Q. I grow AlN films for acoustic resonators. How stiff is the crystal, in numbers I can remember?

A. Roughly 400 GPa for stretching along one axis while the sides are kept from contracting, 200 GPa for uniform squeezing and 100 GPa for shear.

Elastic constants of AlN (space group P6_3mc) from GPAW 26.7.0, using OLYP with D3(BJ) dispersion, PAW data sets generated for the functional, an 800 eV plane-wave cutoff and a 10 × 10 × 6 k-point mesh. The cell was relaxed first, then strained by 0.005 with the atoms free to move. Measured values come from the cited papers.

```
row  computed constant (GPa)           what it is  measured constant (GPa)                                   label in the paper, method, sample                   source
  1                      112                  C44                      n/a                                                                  n/a                      n/a
  2                      n/a                  n/a                      118                         C44; earlier measurements on AlN films; film  arXiv:2402.12196 (2024)
  3                      120                  C66                      n/a                                                                  n/a                      n/a
  4                      n/a                  n/a                      120                         C13; earlier measurements on AlN films; film  arXiv:2402.12196 (2024)
  5                      n/a                  n/a                      125                         C12; earlier measurements on AlN films; film  arXiv:2402.12196 (2024)
  6                      127                  C13                      n/a                                                                  n/a                      n/a
  7                      154                  C12                      n/a                                                                  n/a                      n/a
  8                      n/a                  n/a                    207.9  bulk modulus, reported experimental value; not stated; bulk crystal   arXiv:1112.6088 (2011)
  9                    217.1  bulk modulus (Hill)                      n/a                                                                  n/a                      n/a
 10                      357                  C33                      n/a                                                                  n/a                      n/a
 11                      394                  C11                      n/a                                                                  n/a                      n/a
 12                      n/a                  n/a                      395                         C33; earlier measurements on AlN films; film  arXiv:2402.12196 (2024)
```

C11 and C33 give the stress along the direction of stretch when the sides are held fixed, C11 in the basal plane and C33 along the hexagonal c axis. C12 and C13 give the stress that the same stretch raises sideways. C44 describes basal planes sliding over each other and C66 a shear within those planes. The bulk modulus measures resistance to uniform compression.

Q. The computed 394 GPa sits beside a measured 395 GPa. Isn't that excellent agreement?

A. It is a coincidence between two different constants, computed C11 and measured C33. The partner of the measured 395 GPa is the computed C33 of 357 GPa, which is about 10% lower. Paired by label, C44, C13 and the bulk modulus agree with measurement to within about 6%. C12 is the worst case, 23% above the film value. These four film constants come from a single set, and as I recall, measurements on single crystals differ from it by tens of GPa in C12 and C13, so neither the miss in C12 nor the match in C13 is a firm verdict on the calculation.

Q. Why does the calculation find the crystal softer along c than in the plane?

A. The difference appears only when the atoms are free to move inside the strained cell. With the atoms held at their fractional positions, the same calculation gives 502 GPa for C11 and 501 GPa for C33. Once they relax, these fall to 394 and 357 GPa.

Picture a chain of alternating stiff and soft springs. The stiff spring is the Al–N bond that lies along c; the soft one is the layer of three slanted bonds that follows it. If every spring must stretch by the same fraction, the stiff one pulls harder and the forces don't balance. Let the joints move, and the soft springs take up more of the stretch, so the whole chain yields more easily.

A stretch in the plane also loads the four bonds of each atom unequally, so C11 falls as well. Bond geometry makes the imbalance largest for a pull along c, because one bond then takes the full strain. That is the expected reason why C33 loses more, 144 GPa against 108. It doesn't by itself decide which constant ends lower. With regular tetrahedra the held C33 is expected to start above the held C11. Here the two start level, in a cell whose c/a of 1.596 is about 2% flatter than regular, so the larger loss sets the order.

Q. Does this relaxation make everything softer?

A. No, and here the chain of springs reaches its limit, because it has no sideways direction. In the crystal, the slanted bonds that take over the load along c also pull their neighbours inward. A stretch along c therefore raises more sideways stress than before, and C13 climbs from 60 to 127 GPa. Within the plane, C12 likewise climbs from 108 to 154 GPa. That is a stronger coupling between directions, not a stiffer crystal: atoms that are free to move can only lower the energy that a given strain costs.

Uniform compression is different again. It shortens all four bonds of a nearly regular tetrahedron alike, so the forces stay balanced and the atoms have hardly any reason to shift. The numbers bear this out: the bulk modulus, averaged for uniform strain, is about 218 GPa with the atoms held or relaxed. The rule to carry to a similar crystal is that internal motion softens the response to uneven loading of the bonds and leaves uniform squeezing almost untouched.

Q. The bulk modulus is only 4% above the measured one. May I conclude that the functional describes AlN well?

A. Not from that number, because the cell has the wrong size. Relaxation shrank it from 10.45 to 10.02 Å³ per atom, about 4%, and the starting volume is close to the measured one as I roughly recall it. A compressed crystal is stiffer, and the effect can be estimated. Let B be the bulk modulus, V the volume and P the pressure. For many solids B rises by about 4 GPa for each GPa of pressure, a rough recalled value. Combined with the definition of B, this gives

B = −V dP/dV and dB/dP ≈ 4, hence B ∝ V⁻⁴

B(starting volume) ≈ 217 GPa × (10.02/10.45)⁴ ≈ 183 GPa

The contraction alone is thus worth some 30 GPa, several times the 9 GPa by which the computed value exceeds the measured one. At the starting volume the same energy curve would be too soft. The good agreement therefore looks like two errors that offset each other, a cell that is too small and a curve that is too soft.

The estimate has a clear limit. Compression should stiffen C33 too, yet the computed C33 is below the measured one. An error in volume can't account for the whole pattern.

Q. What would happen if you switched off the dispersion correction?

A. I would expect a larger cell and a lower bulk modulus. The correction contributes −0.85 eV per atom, which is a great deal for a crystal held together by strong polar bonds. Its coefficients are designed for atoms that are close to neutral, and in ionic solids they can bind too strongly. That makes it my main suspect for the contraction, and a run without it would show how much of the contraction it causes.

Q. Which digits can I trust, and what do they mean for my resonator?

A. Ignore the decimals. The computed stiffness tensor should be symmetric, but it is off by about 3 GPa, which gives a rough idea of its numerical noise. The 37 GPa between C11 and C33 stands well clear of that, but this makes it a firm result of the calculation only. The computed C33 misses the film value by about as much, and the table has no measured C11, so it can't show whether real AlN is softer along c. The 8 GPa between C66 and C44 is weaker evidence (C66 was not strained on its own but follows from half of C11 − C12), and so are the deviations of C44 and C13 from the film values.

For a film that vibrates through its thickness, with c upright, the resonance frequency f follows from the stiffness along c, the density ρ and the thickness t. Leaving the electrodes and, for a moment, the piezoelectric effect aside:

f = √(C33/ρ) / (2t)

The square root halves a small relative error. With the same density and thickness, the computed C33 puts the frequency about 5% below the one that follows from the measured value. Filter bands are only a few percent wide, so this calculation can tell you roughly how stiff the film is, but it shouldn't set the film thickness.

For AlN the formula needs one correction. In a piezoelectric film, a sound wave along c can build up an electric field that stiffens the crystal, whereas the calculation keeps the average field at zero. The real resonance follows from this stiffened constant, so it is expected a few percent above what a zero-field C33 gives. Sets of elastic constants like the film set here are normally quoted at zero field as well, so the stiffening probably doesn't explain the gap between 357 and 395 GPa; the definition in the source would settle it.
